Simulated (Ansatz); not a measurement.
**Ligand exchange: C2H3BrO + GeH3(NH2) → C2H5NO + GeH3Br**

Species: C2H3BrO (acetyl bromide) `CC(=O)Br`, singlet; GeH3(NH2), singlet; C2H5NO (acetamide) `CC(N)=O`, singlet; GeH3Br `[GeH3][Br]`, singlet. The partners trade Br for NH2: C–Br and Ge–NH2 bonds give way to C–NH2 and Ge–Br.

Shapes, held fixed at every level: PBE0-D4/def2-TZVP. Flexible molecules stand in one conformer, not always the lowest. Programs: Ansatz 0.2.0. The zero-point and thermal change to 298 K, harmonic and unscaled (PBE0-D4/def2-TZVP), is +5.2 kJ/mol.

(1) Estimate ΔH(298 K) of this reaction.

## Answers

(1) The highest level, CCSD(T)/def2-TZVPP, gives ΔH(298 K) = -108.3 kJ/mol; the levels span -144.3 to -108.3. The column of differences is taken from that level and isn't an error. No measured value is set beside it here. Relativity is left out for Br, Ge. Outer-core shells of Br, Ge are correlated in most correlated rows, in sets that cover them unevenly. CCSD(T)/def2-TZVPP lies outside the range of all other levels here, so it shouldn't be taken on trust.

```csv
level,kind,ΔH(298 K) (kJ/mol),less CCSD(T)/def2-TZVPP
HF/def2-TZVPP,Hartree–Fock,-144.3,-36.0
B3LYP-D4/def2-TZVPP,global hybrid,-114.7,-6.4
PBE0-D4/def2-TZVPP,global hybrid,-122.7,-14.4
r2SCAN0-D4/def2-TZVPP,global hybrid,-125.2,-16.9
wB97X-V/def2-TZVPP,range-separated hybrid,-122.6,-14.3
CCSD(T)/def2-SVP,coupled cluster or CI,-122.0,-13.7
CCSD/def2-SVP,coupled cluster or CI,-128.1,-19.8
CCSD(T)/def2-TZVPP,coupled cluster or CI,-108.3,0.0
```

Every level makes the exchange strongly exothermic, so the preference for acetamide and bromogermane is secure even though its size is not. The main driving force is probably amide resonance: the nitrogen lone pair delocalises into the carbonyl π* orbital far more effectively than it can into the σ* orbitals of a germyl group, while bromine, with its diffuse lone pairs and long bond to carbon, stabilises the acyl group poorly. Moving bromine to the more electropositive germanium also gives a strong, polar Ge–Br bond.

Hartree–Fock exaggerates the exothermicity relative to every other row, which suggests that electron correlation favours the reactants. The triples point the same way, moving the def2-SVP value from -128.1 to -122.0 kJ/mol. Enlarging the basis at CCSD(T) shifts the result by more than the triples do, so the remaining uncertainty probably lies more in the basis and core treatment than in the excitation level. The total enthalpy alone cannot separate amide resonance from the gain in Ge–Br bonding.
